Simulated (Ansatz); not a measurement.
HfC: parities and Z2 indices (computed with Ansatz 0.2.0)

Space group Fm-3m (No. 225), 2 atoms in the cell of the first input below: a = 3.288 Å, b = 3.288 Å, c = 3.288 Å, α = 60.00°, β = 60.00°, γ = 60.00°.

The cell was built from a prototype of a structure type listed for this compound, at its measured volume, taken without relaxation (pressure -1.5 GPa with this functional, without spin–orbit coupling). Functional: r2SCAN.

Input:

```yaml
crystal:
  lattice:
    - [0.0, 2.3250013489, 2.3250013489]
    - [2.3250013489, 0.0, 2.3250013489]
    - [2.3250013489, 2.3250013489, 0.0]
  atoms:
    - { symbol: Hf, position: [0.5, 0.5, 0.5] }
    - { symbol: C, position: [0.0, 0.0, 0.0] }
basis:
  ecutwfc: 500
  ecutrho_ratio: 4
kpoints:
  mp_grid: { grid: [8, 8, 8] }
hamiltonian:
  xc: r2scan
scf:
  occupations: { method: gaussian, width: 0.05 }
output:
  forces: true
  stress: true
  eigenvalues: true
  populations: true
  topological_invariants: true
magnetization:
  noncollinear: true
  spin_orbit: true
```

```bash
ansatz run input.yaml --threads 4 --pin off --max-ram 9216MiB --backend cpu --events-out ev --progress --plain --runs-dir out
```

Time: 62 s on 4 threads of Arm Neoverse V1, on a shared host, peak memory 0.89 GiB.

Without spin–orbit coupling the gap on a 12×12×12 mesh is 0.00 eV (the bands touch or overlap there). With it, in a separate run (self-consistent on 10×10×10, bands on 20×20×20), the bands overlap in energy by 1.39 eV (an overlap on a mesh is a lower bound, as the extrema may lie between its points). The indices are those of the lowest 30 bands, and their direct separation from the next band is open.

Odd-parity bands among them at the eight time-reversal-invariant momenta (inversion centre at 0.000 0.000 0.000):

```csv
k,odd bands
0.0 0.0 0.0,26
0.0 0.0 0.5,8
0.0 0.5 0.0,8
0.0 0.5 0.5,24
0.5 0.0 0.0,8
0.5 0.0 0.5,24
0.5 0.5 0.0,24
0.5 0.5 0.5,8
```

Problem. What are the Z2 indices by the rule of Fu and Kane?

Solution. Each Kramers pair counts once, so δ = (−1)^(odd bands / 2): −, +, +, +, +, +, +, +. The product of all eight gives ν0, the products over the planes k_i = 1/2 the weak indices: (1;000). The Wilson-loop planes give (1;000).

Problem. The cell is scaled in volume by 0.96 and 1.05 with the atoms carried along. Do the indices change?

Solution. No.

```tsv
volume ratio	pressure with spin–orbit coupling (GPa)	smallest direct separation sampled (eV)	at k	separation	Z2
0.96	8.3	0.114	0.00 0.24 0.24	open	(1;000)
1.00	-2.1	0.103	0.00 0.25 0.25	open	(1;000)
1.05	-12.6	0.112	0.00 0.74 0.74	open	(1;000)
```

Caveats: bands overlap in energy, so the bands counted are not the filled states; the cell shown stands at -2.1 GPa, so it isn't this functional's equilibrium; the k-mesh was not tested.

The strong index comes from a change of band order between Γ and the three X points. Counting the filled shells of Hf and C gives the same number of odd bands at Γ and X, but the table has 26 at Γ and 24 at X. This suggests that at each X one Kramers pair of C 2p character has given way to an even Hf 5d pair. Three such exchanges make ν0 odd, while each weak-index plane holds two of them, which cancel.

The smallest sampled separations lie about midway between Γ and X, where the p and d bands probably cross without spin–orbit coupling and are kept apart by it. Because the separation stays open at all three volumes, the exchange doesn't hinge on the exact lattice constant. The overlap of 1.39 eV nevertheless makes HfC a semimetal with a nontrivial band topology, not a topological insulator, in keeping with its known metallic conduction. Any surface states this implies could be masked by bulk states at the same energy and momentum, which only a surface calculation would settle.
